**Question: can I get these spin-polarisation energies of Pr²⁺ on paper?**

I have a set of density-functional results for Pr²⁺ in which the three 4f electrons are polarised step by step.

All-electron Kohn-Sham calculations for Pr²⁺ ([Xe] 4f³) with Quantum ESPRESSO 7.5 (ld1.x): scalar-relativistic, spin-polarised LDA (Perdew-Zunger), spherical densities, point nucleus. Only 4f electrons are moved from spin down to spin up, and energies are relative to the unpolarised ion. The splitting is the spin-down minus the spin-up 4f eigenvalue.

```csv
moment (μB),energy change (eV),exchange splitting (eV),spin up eigenvalue (eV),splitting / moment (eV/μB)
0.000,0,0,-14.119,n/a
0.750,-0.080233,0.42742,-14.320,0.570
1.500,-0.32082,0.85407,-14.493,0.569
2.250,-0.72127,1.2792,-14.638,0.569
3.000,-1.2809,1.7019,-14.754,0.567
```

The splitting divided by the moment hardly changes, while the energy grows much faster than the moment: doubling the moment from 1.5 to 3 μB multiplies the gain by about four. The spin-up level goes down, but by less than half the splitting. Is there a rule with one or two constants that gives all three columns by hand? How far can I trust it, and could I use it for another ion?

**Answer**

Yes: one constant gives the splitting and the energy, and a second corrects the level. First, though, a caution about what the energy is measured from. The zero of the energy column is an ion with 1.5 spin-up and 1.5 spin-down f electrons in a spherical shell. No real state of three electrons looks like that, so the 1.28 eV in the last row is not an excitation energy that a spectrometer could find. Differences between whole-number occupations make more sense, and even they are averages over a spherical shell, without terms or fine structure.

**The rule**

Let $m$ be the moment as a plain number of μB, $\Delta$ the exchange splitting (spin-down level minus spin-up level), $E$ the energy change and $\varepsilon_\uparrow$ the spin-up eigenvalue, with $\varepsilon_0=-14.119$ eV its value at $m=0$. Then

$$\Delta = I\,m,\qquad E=-\tfrac14 I\,m^2,\qquad \varepsilon_\uparrow=\varepsilon_0-\tfrac12 I\,m+c\,m^2 .$$

The constant $I$, called the Stoner parameter, comes from the row at 0.75 μB alone: $0.42742/0.75\approx0.57$ eV. The constant $c=0.024$ eV comes from a least-squares fit to all four polarised rows, explained below.

The factor of one quarter needs some care, and a little bookkeeping fixes it. To make a moment $m$ you move $m/2$ electrons from spin down to spin up, since each electron moved changes the moment by two. Each small portion moved gains the gap that is open at that instant. The gap starts at zero and ends at $\Delta$, so for a linear gap the average gain is $\Delta/2$ per electron, and

$$E=-\frac m2\cdot\frac{\Delta}{2}=-\frac{m\Delta}{4}=-\frac{I m^2}{4}.$$

The step "gains the gap" is Janak's theorem: in Kohn-Sham theory the derivative of the total energy with respect to an occupation is the orbital eigenvalue. The energy and splitting columns are therefore tied together by the method itself. Their agreement shows that the calculation is consistent; it is no independent evidence for the rule. What the table adds is that the gap really is close to linear, all the way to full polarisation.

**Two rows by hand**

Take $m=1.5$ first. The splitting is $0.57\times1.5=0.855$ eV, where the table has 0.854. The energy is $-0.57\times2.25/4=-0.321$ eV, which agrees with the table to three decimals. The spin-up level is $-14.119-0.428+0.054\approx-14.49$ eV, again as in the table.

Now $m=3$, with all three f electrons parallel. The splitting is $0.57\times3=1.71$ eV against 1.702. The energy is $-0.57\times9/4\approx-1.283$ eV against $-1.281$. The level is $-14.119-0.855+0.216=-14.758$ eV against $-14.754$.

Neither row was used to find $I$, so the splittings and energies are extrapolated from the smallest moment. Both rows did enter the fit of $c$, so the levels are a test of the form $m^2$ and no more.

For mental arithmetic, $0.57\approx4/7$, which turns the energy rule into $E\approx-m^2/7$ eV. At $m=3$ that is $-9/7\approx-1.29$ eV.

The same parabola gives the more physical step from two up and one down ($m=1$) to three up ($m=3$): $-0.57\times(9-1)/4=-1.14$ eV. This is Hund's first rule as this kind of calculation sees it.

**Why the gap is linear**

In a local functional, the exchange splitting at a point depends on the relative polarisation there, $\zeta$, which is the spin density divided by the total density. For exchange alone the potentials of the two spins differ in proportion to

$$(1+\zeta)^{1/3}-(1-\zeta)^{1/3}\approx\tfrac23\,\zeta ,$$

and the correction to this is small as long as $\zeta$ is small. You might think that $\zeta$ reaches 1 when the f shell is fully polarised. It would if the f electrons were alone. They actually sit among the filled n = 4 shells, with 5s and 5p further out. Near the maximum of the 4f shell the total density is of the order of 10 electrons per cubic bohr, and one 4f electron supplies about 0.1. Three parallel ones then give a $\zeta$ of a few per cent there. Further out $\zeta$ should be larger, but the filled 5s and 5p shells keep it well below 1 wherever the 4f shell has much of its charge.

The same two numbers give the size of $I$. With $n$ the total density and $\rho_f$ that of one f electron, both in atomic units, the exchange-only estimate is $I\approx\tfrac23\rho_f\,n^{-2/3}$, leaving out a prefactor close to 1. That is about $0.7\times0.1\times0.2=0.014$ hartree, or some 0.4 eV. Only the order of magnitude means anything here, but it shows why the answer is neither 0.05 nor 5 eV.

This account of the linearity is an argument from the functional; the table has no column for $\zeta$. The opposite assumption can be tested, however. If the f shell stood alone, with $\zeta=m/3$, local exchange scaled to match the first polarised row would give $-1.49$ eV at $m=3$. That gain is about 17% larger than the table's. So a parabola does not come for free, and the bare-shell picture fails.

**Why the level needs a second constant**

If the two spin levels moved apart symmetrically, the spin-up level would drop by exactly $\Delta/2$. The table shows that their midpoint, $\varepsilon_\uparrow+\Delta/2$, rises instead: by 0.013 eV at 0.75 μB and by 0.216 eV at 3 μB, nearly as $m^2$. Fitting this rise with $c\,m^2$ gives the 0.024 eV used above. Leave the term out and the spin-up level at $m=3$ comes out 0.22 eV too deep.

Theory links $c$ to $I$. The midpoint is the derivative of the energy with respect to the number $N$ of f electrons at fixed moment. Differentiating $-Im^2/4$ gives $c=-\tfrac14\,dI/dN$, so $I$ should fall by about 0.1 eV for each f electron added to the same nucleus. That would make sense if an extra electron loosens the shell and dilutes its density, but no row here changes $N$, so it remains untested.

Further output of the same calculation hints at what happens inside the ion. At 0.75 μB the 4f shell is, on average, very slightly more compact than without polarisation, and even the 1s level has risen, by 0.017 eV. A rise of similar size in such different orbitals suggests a common electrostatic push from the more compact charge. I would call that a likely reading, not a proven one.

**How accurate it is**

Over the four polarised rows, and relative to the table's values, the energy rule is within 0.13%. The splitting rule is within 0.02% at the smallest moment and 0.5% too high at the largest. The spin-up level is within 0.001 eV up to 2.25 μB and 0.004 eV too deep at 3 μB.

The growing error of the splitting is not rounding. The ratio of splitting to moment falls by 0.46% from the first polarised row to the last. With frozen orbitals the local functional would make it rise slightly, because the next term in the expansion above is positive. The adjustment of the orbitals must therefore outweigh that term, though these rows don't reveal which part of the adjustment matters.

There is also a mismatch of 0.1% between the $I$ extracted from energies and the $I$ extracted from splittings, which Janak's theorem says should be equal. I have no explanation for it, and it is a good reason not to quote $I$ beyond two figures.

**Where it stops**

The moment cannot exceed 3 μB here, because there are no more f electrons to turn over. Within that range the rule interpolates safely.

Don't replace $I$ by Hund's exchange constant $J$, the amount by which two f electrons with parallel spins repel each other less, on average, than two with opposite spins. Counting parallel pairs gives the same parabola, $-Jm^2/4$, so the shape cannot tell the two apart. But $J$ computed from the Slater integrals of this very ion is 0.82 eV, which is 44% above $I$, and it would give $-1.85$ eV at full polarisation. Hund's counting gets the form right and the scale wrong for this functional.

Don't read the eigenvalue as an ionisation energy either. In a local functional each electron partly repels itself, which lifts its level, so removing a 4f electron should cost clearly more than the 14 to 15 eV of the levels here.

For a neighbouring lanthanide ion, keep the form and expect a somewhat different constant. The full-polarisation gain follows the square of the largest possible moment, so it should climb steeply towards the half-filled shell and fall again beyond it, where added electrons must pair. The contraction of the 4f shell along the row should push $I$ up a little. To pin $I$ down you need only one calculation at a small moment: divide the splitting by the moment, and the parabola follows.
